\section*{An estimate by hand}

\paragraph{Model and conventions.}
On the square CuO$_2$ lattice (lattice constant 1, $N$ sites, $T=0$), with $n=1-x$ electrons per site and double occupancy forbidden,
\begin{equation}
H=-t\sum_{\langle ij\rangle\sigma}\big(c^\dagger_{i\sigma}c_{j\sigma}+\mathrm{h.c.}\big)+J\sum_{\langle ij\rangle}\Big(\mathbf S_i\cdot\mathbf S_j-\tfrac14 n_in_j\Big),
\label{tJ}
\end{equation}
each bond counted once. For La$_{2-x}$Sr$_x$CuO$_4$ the inputs are $J/t=0.3$, a typical $J\approx130$~meV (so $t\approx0.43$~eV), and $x=0.15$, near optimal doping. The quantity sought is the $d$-wave gap parameter at the antinode $(\pi,0)$, called $\Delta_{\rm AN}$, together with the superconducting order parameter.

\paragraph{Rounded reasoning.}
An uncorrelated half-filled band has a given site singly occupied half of the time; the projected state has it so always. Spin correlations on a bond are therefore enhanced fourfold at $x=0$, and about threefold with 15 per cent holes: $g_s\approx3$. A hop needs an empty target, found with probability $x$ in place of a little over one half: $g_t\approx1/4$. A singlet amplitude $\Delta$ on a bond produces, through the three spin components of the exchange, a pair field $\tfrac38g_sJ\Delta$ on that bond. With opposite signs on $x$ and $y$ bonds the four bonds of a site add in phase at $(\pi,0)$, so $\Delta_{\rm AN}=\tfrac32g_sJ\Delta$. The free half-filled band has a bond amplitude $4/\pi^2\approx0.4$. If exchange shares it equally between hopping and pairing, each lies between $0.4/\sqrt2\approx0.3$ and $0.4$; take $1/3$. Assume finally that the holes have done their work in lowering $g_s$ and leave $\Delta$ alone. Then
\begin{equation}
\Delta_{\rm AN}\approx\tfrac32\cdot3\cdot\tfrac13\,J=\tfrac32J\approx0.2~\mathrm{eV},\qquad g_t\Delta\approx\tfrac14\cdot\tfrac13\approx0.08 .
\label{est}
\end{equation}

\section*{The careful calculation}

\paragraph{Note 1: where the $g$ factors come from.}
The trial state is $P|\Psi_0\rangle$ with $|\Psi_0\rangle$ a paramagnetic BCS state whose on-site pair amplitude vanishes, as it does for $d$-wave symmetry. One site of $|\Psi_0\rangle$ is then empty with weight $(1-n/2)^2$, holds spin $\sigma$ alone with weight $(n/2)(1-n/2)$, and is doubly occupied with weight $(n/2)^2$. After projection the weights must be $x$, $n/2$ and $0$. This fixes a normalised local projector,
\begin{equation}
P_i=\lambda_0|0\rangle\langle0|+\lambda_1\sum_\sigma|\sigma\rangle\langle\sigma|,\qquad
\lambda_0^2=\frac{x}{(1-n/2)^2},\qquad\lambda_1^2=\frac1{1-n/2}.
\end{equation}
The inequality of $\lambda_0$ and $\lambda_1$ is a fugacity $y^{\hat N}$: it does nothing at fixed particle number and keeps the density of a BCS state unchanged under projection. The Gutzwiller approximation replaces $P_iO_iP_i$ by its lowest component in fermion operators and sets $P_l^2\to1$ on all other sites. For the electron, $P c^\dagger_\sigma P=\lambda_0\lambda_1c^\dagger_\sigma(1-n_{-\sigma})\to\lambda_0\lambda_1(1-n/2)\,c^\dagger_\sigma$. For the spin, $P\mathbf SP=\lambda_1^2\mathbf S$. A bond carries two such factors, and $1-n/2=(1+x)/2$:
\begin{equation}
g_t=\lambda_0^2\lambda_1^2\Big(1-\frac n2\Big)^2=\frac{2x}{1+x},\qquad g_s=\lambda_1^4=\frac4{(1+x)^2}.
\end{equation}
At $x=0.15$, $g_t=0.26$ and $g_s=3.02$. Both are ratios of configuration probabilities: $x\,(n/2)$ over $(n/2)(1-n/2)$ for the hop, and $n^2$ over $[n(1-n/2)]^2$ for two singly occupied sites. Correlations carried through third sites are dropped, so in two dimensions the resulting energy is an approximation and not a variational bound.

\paragraph{Note 2: the singlet projector and its two channels.}
With $b_{ij}=(c_{i\downarrow}c_{j\uparrow}-c_{i\uparrow}c_{j\downarrow})/\sqrt2$,
\begin{equation}
\mathbf S_i\cdot\mathbf S_j-\tfrac14n_in_j=-b^\dagger_{ij}b_{ij}
\label{bb}
\end{equation}
holds on all sixteen two-site states. With one electron per site both sides give $-1$ on the singlet and $0$ on the triplet. For zero pair momentum $\sum_ib_{i,i+\alpha}=\sqrt2\sum_k\cos k_\alpha\,c_{-k\downarrow}c_{k\uparrow}$, and with $\gamma_{s}=\cos k_x+\cos k_y$, $\gamma_d=\cos k_x-\cos k_y$ one has $2(\cos k_x\cos k_x'+\cos k_y\cos k_y')=\gamma_s\gamma_s'+\gamma_d\gamma_d'$. Hence
\begin{equation}
H_{\rm pair}=-\frac JN\sum_{kk'}\big(\gamma_s\gamma_s'+\gamma_d\gamma_d'\big)\,c^\dagger_{k\uparrow}c^\dagger_{-k\downarrow}c_{-k'\downarrow}c_{k'\uparrow}.
\end{equation}
Extended $s$ and $d$ attract equally; the choice between them is made by the band.

\paragraph{Note 3: $g_s$ belongs to the spin term only.}
Define real amplitudes $\chi=\sum_\sigma\langle c^\dagger_{i\sigma}c_{j\sigma}\rangle_0$ and $\Delta_{ij}=\sqrt2\langle b_{ij}\rangle_0$, with $\Delta_{ij}=+\Delta$ on $x$ bonds and $-\Delta$ on $y$ bonds. In $\langle n_{i\sigma}n_{j\sigma'}\rangle_0$ Wick's theorem adds $-(\chi/2)^2$ for equal spins and $+(\Delta/2)^2$ for opposite spins to $(n/2)^2$. Using $\mathbf S_i\cdot\mathbf S_j\to3S^z_iS^z_j$,
\begin{equation}
\langle\mathbf S_i\cdot\mathbf S_j\rangle_0=-\tfrac38(\chi^2+\Delta^2),\qquad
\langle n_in_j\rangle_0=n^2-\tfrac12\chi^2+\tfrac12\Delta^2 .
\end{equation}
The two halves of Eq.~(\ref{bb}) renormalise differently. The component of $P\,\delta n\,P$ along $\delta n=n_i-n$ is the ratio of the local variances, $x(1-x)$ over $n(1-n/2)$, which equals $g_t$. The connected density term thus carries $g_t^2$, and its weight $g_t^2/8$ relative to the spin weight $3g_s/8$ is $x^2/3=0.0075$. It is dropped. Leaving it unrenormalised would give pairing and hopping couplings in the ratio $13/11$ at $x=0$, where $n_in_j=1$ is a constant and can favour nothing. Decoupling Eq.~(\ref{bb}) in the pair channel alone would lose $\chi$ altogether.

\paragraph{Note 4: mean-field equations.}
With two bonds per site and $A\equiv\tfrac34g_sJ$, the energy per site is, up to a constant,
\begin{equation}
e=-4g_tt\chi-A(\chi^2+\Delta^2).
\label{energy}
\end{equation}
Varying $|\Psi_0\rangle$ at fixed $n$ makes it the ground state of $\sum_{k\sigma}\xi_kc^\dagger_{k\sigma}c_{k\sigma}-\sum_k\Delta_k(c^\dagger_{k\uparrow}c^\dagger_{-k\downarrow}+\mathrm{h.c.})$ with
\begin{equation}
\xi_k=-2t_{\rm eff}\gamma_s-\mu,\qquad t_{\rm eff}=g_tt+\tfrac12A\chi,\qquad\Delta_k=A\Delta\gamma_d,\qquad E_k=\sqrt{\xi_k^2+\Delta_k^2}.
\end{equation}
Here $-4t_{\rm eff}=\partial e/\partial\chi$. From $\langle n_k\rangle_0=1-\xi_k/E_k$ and $\langle c_{-k\downarrow}c_{k\uparrow}\rangle_0=\Delta_k/2E_k$, with angle brackets for the zone average,
\begin{equation}
x=\Big\langle\frac{\xi_k}{E_k}\Big\rangle,\qquad\chi=-\frac12\Big\langle\gamma_s\frac{\xi_k}{E_k}\Big\rangle,\qquad\Delta=\frac12\Big\langle\gamma_d\frac{\Delta_k}{E_k}\Big\rangle .
\label{sc}
\end{equation}
This $\mu$ is a Lagrange multiplier at fixed $g_t$, $g_s$. The thermodynamic chemical potential $\partial e/\partial n$ contains in addition the derivatives of the $g$ factors. The antinodal gap parameter is $\Delta_{\rm AN}=2A\Delta=\tfrac32g_sJ\Delta$, as in Eq.~(\ref{est}). This scheme is due to Zhang, Gros, Rice and Shiba (1988).

\paragraph{Note 5: half filling.}
At $x=0$, $g_t=0$, $\mu=0$ and $A=3J$. For $\chi=\Delta$, $\gamma_s^2+\gamma_d^2=2r^2$ with $r=\sqrt{\cos^2k_x+\cos^2k_y}$, so
\begin{equation}
E_k=\sqrt2\,A\chi\,\sqrt{\cos^2k_x+\cos^2k_y}.
\label{cone}
\end{equation}
In Eq.~(\ref{sc}) the cross terms $\pm2\cos k_x\cos k_y/r$ are odd under $k_x\to\pi-k_x$ and vanish, so both equations reduce to $\chi=\Delta=\langle r\rangle/2\sqrt2$. Quadrature gives $\langle r\rangle=0.958$, $\chi=\Delta=0.339$ and $e=-0.688J$. An extended-$s$ gap is proportional to $\xi_k$ itself: $E_k=A\rho|\gamma_s|$ with $\rho^2=\chi^2+\Delta^2$, and $\rho=\langle|\gamma_s|\rangle/2=4/\pi^2=0.405$, $e=-0.493J$, exactly as with no pairing. It leaves the whole line $\gamma_s=0$ gapless, where $|\gamma_d|$ is large everywhere except near the four points $(\pm\pi/2,\pm\pi/2)$. That is why $d$ wins.

\paragraph{Note 6: the same state as a flux phase.}
With $\psi_i=(c_{i\uparrow},c^\dagger_{i\downarrow})^T$ and Pauli matrices $\tau_a$, the mean-field Hamiltonian at $x=0$ is $-\tfrac A2\sum_{\langle ij\rangle}(\psi_i^\dagger U_{ij}\psi_j+\mathrm{h.c.})$ with $U_{x,y}=\chi\tau_3\pm\Delta\tau_1$. Spin operators and the one-electron states of a site are invariant under local SU(2) rotations $\psi_i\to W_i\psi_i$ (Affleck, Zou, Hsu and Anderson, 1988). Put $\chi=\rho\cos\phi$, $\Delta=\rho\sin\phi$. Taking $W=i\tau_3$ on one sublattice gives
\begin{equation}
U_{x,y}\,i\tau_3=i\rho\,e^{\mp i\phi\tau_2},\qquad U_xU_yU_xU_y=\rho^4e^{-4i\phi\tau_2}.
\end{equation}
A global rotation $\tau_2\to\tau_3$ makes every link diagonal: no pairing, only complex hopping of modulus $\rho$ with staggered flux $4\phi$ per plaquette. The spectra agree, since $\rho^2|e^{i\phi}\cos k_x+e^{-i\phi}\cos k_y|^2=\chi^2\gamma_s^2+\Delta^2\gamma_d^2$. For $\phi=\pi/4$ the plaquette product is $-\rho^4$: this is the $\pi$-flux state of Affleck and Marston (1988), with $\rho=\sqrt2\chi=0.479$ and the spectrum (\ref{cone}). The two are more than degenerate; after projection they are one spin wave function. Doping adds the terms $g_tt\,\tau_3$ on bonds and $\mu\tau_3$ on sites, which single out the $\tau_3$ axis and end the equivalence.

\paragraph{Note 7: why $\Delta$ falls and $g_t\Delta$ starts from zero.}
The ratios in Eq.~(\ref{sc}) depend on two numbers only. Measure energy in $2t_{\rm eff}$, and let $\bar\mu=-\mu/2t_{\rm eff}$, $d=A\Delta/2t_{\rm eff}$, $\tilde E=[(\bar\mu-\gamma_s)^2+d^2\gamma_d^2]^{1/2}$. Self-consistency becomes
\begin{equation}
\frac{\Delta(\bar\mu,d)}{d}-\chi(\bar\mu,d)=\tau,\qquad\tau\equiv\frac{2g_tt}{A}=\frac{4x(1+x)}{3}\,\frac tJ .
\label{tau}
\end{equation}
Particle--hole symmetry makes $\chi$ and $\Delta$ even in $\bar\mu\propto x$, so the initial slope follows from $\bar\mu=0$. There $\partial_d\Delta=\tfrac12\langle\gamma_s^2\gamma_d^2/\tilde E^3\rangle>0$ and $\partial_d\chi=-d\,\partial_d\Delta$. At $d=1$, where $\tilde E=\sqrt2r$ and $\gamma_s^2\gamma_d^2=r^4-4\cos^2k_x\cos^2k_y$, let $C=\langle\cos^2k_x\cos^2k_y/r^3\rangle=0.164$. Then $\partial_d\Delta=(\langle r\rangle-4C)/4\sqrt2$, the left side of Eq.~(\ref{tau}) has slope $-\sqrt2C$, and
\begin{equation}
\frac{d\Delta}{d\tau}\Big|_0=-\frac{\langle r\rangle-4C}{8C}=-0.23,\qquad\frac{d\Delta}{dx}\Big|_0=\frac{4t}{3J}\frac{d\Delta}{d\tau}\Big|_0=-1.0 .
\label{slope}
\end{equation}
The sign is guaranteed, because $\langle r\rangle-4C$ is the average of a non-negative function. The amplitude $\Delta$ belongs to the unprojected state. The physical pair operator $c_ic_j$ takes one factor $\sqrt{g_t}$ per site from Note 1, so the off-diagonal long-range order of the projected state has amplitude $\Phi=g_t\Delta\to0.68\,x$ as $x\to0$. Removing a singlet creates two holes, and the pair correlator must put them back far away; with no holes in the state that matrix element is zero. The phase stiffness at $T=0$ is likewise proportional to $g_tt\chi$, since a vector potential enters the hopping term of Eq.~(\ref{tJ}) only.

\paragraph{Note 8: solving at $x=0.15$ by running the equations backwards.}
No iteration on three unknowns is needed. Any pair $(\bar\mu,d)$ yields $x$, $\chi$, $\Delta$ by quadrature, and Eq.~(\ref{tau}) then returns the coupling, $J/t=4x(1+x)/[3(\Delta/d-\chi)]$. The target is $\tau=0.767$. The pair $\bar\mu=0.199$, $d=0.180$ returns $x=0.15$ and $J/t=0.30$, with
\begin{equation}
\chi=0.39,\qquad\Delta=0.208,\qquad\Phi=g_t\Delta=0.054 .
\end{equation}
With $A=295$~meV, the effective hopping is $113$~meV from $g_tt$ plus $57$~meV from exchange, $t_{\rm eff}=0.17$~eV, and $\mu=-68$~meV. The model's gap parameter is
\begin{equation}
\Delta_{\rm AN}=2A\Delta=0.12~\mathrm{eV}.
\end{equation}
Three numbers go under the name of antinodal gap. Besides $\Delta_{\rm AN}$ there is the quasiparticle energy at $(\pi,0)$, $\sqrt{\mu^2+\Delta_{\rm AN}^2}=0.14$~eV, and the largest gap on the surface $\xi_k=0$, reached at $k_y=0$ where $|\gamma_d|=2-\bar\mu=1.80$, which is $0.11$~eV. The ratio of $\Delta_{\rm AN}$ to the half bandwidth $4t_{\rm eff}$ is $d$ itself, and $\mu$ sits near the band centre, far above the band bottom. The state has a large underlying Fermi surface and is not a dilute gas of bound pairs. The separation of the pairing scale from the stiffness as $x\to0$ comes from $g_t$, not from $\mu$ leaving the band as in the dilute BCS--BEC crossover.

\section*{Why the two differ}

\paragraph{Note 9: the ledger.}
The careful gap is $0.63$ of the unrounded estimate $\tfrac32J$. Since $\Delta_{\rm AN}\propto g_s\Delta$, the ratio factorises along a path that switches on one ingredient at a time. The intermediate station keeps the hopping, $\tau=0.767$, but holds $\bar\mu=0$; Eq.~(\ref{tau}) is then met at $d=0.1925$, with $\chi=0.39$ and $\Delta=0.223$.
\begin{center}
\begin{tabular}{lcc}
step & $\Delta$ after the step & factor on $\Delta_{\rm AN}$\\\hline
$g_s=3.02$ in place of 3 & $1/3$ & 1.01\\
half-filled solution in place of $1/3$ & 0.339 & 1.02\\
hopping switched on, $\bar\mu=0$ & 0.223 & 0.66\\
chemical potential, $\bar\mu=0.199$ & 0.208 & 0.93\\
\end{tabular}
\end{center}
Rounding cost almost nothing. The estimate failed in one assumption, that $\Delta$ is rigid.

\paragraph{Note 10: the large factor.}
The small parameter is not $x$ but $\tau/\chi$, the hopping of holes against the exchange part of the band, and $113$~meV is about twice $57$~meV. The reason is $t/J$: a factor $g_t\approx1/4$ acts on an energy more than three times $J$. In Eq.~(\ref{energy}) exchange sees only the length $\rho$ of the vector $(\chi,\Delta)$, while hopping rewards $\chi$ alone. Along the family $\bar\mu=0$, rotating all the way from $\chi=\Delta=0.339$ to $\chi=0.405$, $\Delta=0$ changes the two terms, at the $g$ factors of $x=0.15$, by
\begin{equation}
\delta e_{\rm hop}=-4g_tt\,(0.405-0.339)=-0.23J,\qquad\delta e_{\rm ex}=A\big(2\cdot0.339^2-0.405^2\big)=+0.15J .
\end{equation}
The kinetic gain outweighs the whole exchange advantage of the $d$-wave state, so the half-filled amplitudes are already worse than no pairing at all, and the vector must turn a long way. It does not turn as far as the initial slope says: Eq.~(\ref{slope}) extrapolated linearly in $\tau$ gives $\Delta=0.16$, below $0.223$. The curve bends up because $\Delta/d=\tfrac12\langle\gamma_d^2/\tilde E\rangle$ grows without bound as $d\to0$, through the Cooper logarithm reinforced by the saddle point at $(\pi,0)$, just where $\gamma_d^2$ is largest. The frozen estimate and the linear one bracket the answer.

\paragraph{Note 11: the small factor.}
Let $\Omega=\langle\tilde E\rangle$. Then $x=\partial\Omega/\partial\bar\mu$ and $2\Delta=\partial\Omega/\partial d$, which gives the Maxwell relation $2\,\partial_{\bar\mu}\Delta=\partial_dx$. For small $\bar\mu$, $x=\kappa(d)\bar\mu$ with $\kappa=\langle d^2\gamma_d^2/\tilde E^3\rangle$. The density of states in $\epsilon=\gamma_s$ is $K(m)/\pi^2$ with parameter $m=1-\epsilon^2/4$ of the complete elliptic integral, or $\pi^{-2}\ln(8/|\epsilon|)$ near the saddle point. The kernel in $\kappa$ has area 2 and width $2d$ there, so $\kappa\simeq\mathrm{const}-(2/\pi^2)\ln d$ and, at fixed $d$,
\begin{equation}
\delta\Delta=\frac{\bar\mu^2}{4}\,\frac{d\kappa}{dd}\simeq-\frac{\bar\mu^2}{2\pi^2d}=-0.011 .
\end{equation}
Quadrature at $d=0.180$ gives $\Delta=0.218$ for $\bar\mu=0$ and a shift of $-0.010$; the remainder of the 7 per cent is the readjustment of $d$ from $0.1925$ to $0.180$. The effect is modest because $|\mu|$ is only about half of $\Delta_{\rm AN}$: the saddle point, though above the Fermi level, still lies inside the pairing window.

\paragraph{Note 12: what the ledger leaves out.}
A second-neighbour hopping adds $-4g_tt'\cos k_x\cos k_y$ to $\xi_k$. A typical $t'\approx-0.15t$ for this compound lowers the saddle point relative to the node by $4g_t|t'|=68$~meV, the size of $|\mu|$ itself, and toward the Fermi level. The factor $0.93$ is therefore specific to $t'=0$ and could be largely undone; only two figures of the gap mean anything. Antiferromagnetic and stripe order, which compete in this family, are excluded by the uniform paramagnetic trial state. As typical knowledge, antinodal gaps of La$_{2-x}$Sr$_x$CuO$_4$ near optimal doping are of order 15--30~meV, so the model lies too high by roughly a factor of 4 to 8, far more than the estimate and the calculation differ from each other. What the theory delivers is the structure: a $d$-wave amplitude largest at $x=0$ and falling with doping, an order parameter that starts linearly from zero, and, for these inputs, the model's values $\Delta_{\rm AN}=0.12$~eV and $g_t\Delta=0.054$.